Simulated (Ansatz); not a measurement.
Sb: pressure against volume per atom

Results calculated with Ansatz 0.2.0, not measured. Periodic Kohn-Sham DFT of a crystal at fixed atoms; pressure and stress are positive in compression; the energy is the free energy less that of spherical unpolarised free atoms; site moments are those in the method's own spheres, positive along +z.

Cell of the first row (space group P6_3/mmc, No. 194):
```
Sb
1.0
      3.3002     0.0000     0.0000
     -1.6501     2.8581     0.0000
      0.0000     0.0000     5.2212
Sb
2
Direct
  0.33333 0.66667 0.25000
  0.66667 0.33333 0.75000
```

Settings of every row: method frozen-core PAW; functional LDA; relativity scalar; k mesh 12x12x7; filling fermi-dirac; smearing width 0.03 eV; wave cutoff 420 eV; paw set soft_2.

Atom start moment: 0 on all atoms.

Limits: PAW files made with PBE; no spin-orbit coupling on heavy atoms.

```
row  volume per atom (Å³)  pressure (GPa)
  1                24.624           3.296
  2                25.148           1.589
  3                25.672           0.038
  4                25.934          -0.683
  5                26.196               ?
  6                26.458          -2.014
  7                 26.72          -2.628
  8                27.244          -3.758
  9                27.767          -4.768
```

Question: what pressure should row 5 give?

Worked fit of pressure. Take u = (V_r/V)^(2/3) − 1 with V_r = 26.196 Å³ an atom, which is twice the finite (Eulerian) strain; such expansions in the strain, on which the Birch-Murnaghan equation of state is built, carry the rest volume and the bulk modulus. The shown rows have u = 0.04212, 0.02759, 0.01356, 0.00672, -0.00661, -0.01312, -0.02581, -0.03808. Least squares give pressure = −1.3647 + 99.829 × u + 266.67 × u² − 223 × u³ GPa; a parabola predicts inner rows, each left out in turn, worse (root mean square 0.004 against 0.0018 GPa). The rows lie off it by -0.001, 0.001, 0.001, -0.001, -0.001, 0.000, 0.002, -0.001. The pressure vanishes at u = 0.0132, or V = 25.69 Å³ an atom, and there the bulk modulus at fixed shape and fractions is B = −V dP/dV = (2/3)(1 + u) dP/du = 72.1 GPa. Letting shape and atoms relax would as a rule lower it, by much in layered, chain or molecular crystals. The withheld row has u = 0, so the fit gives −1.3647 + 99.829 × (0) + 266.67 × (0)² − 223 × (0)³ = -1.365 GPa.

The calculation gave -1.366 GPa. The fit lies 0.001 GPa (0.012 % of the column's range) above it, one unit of the last digit.
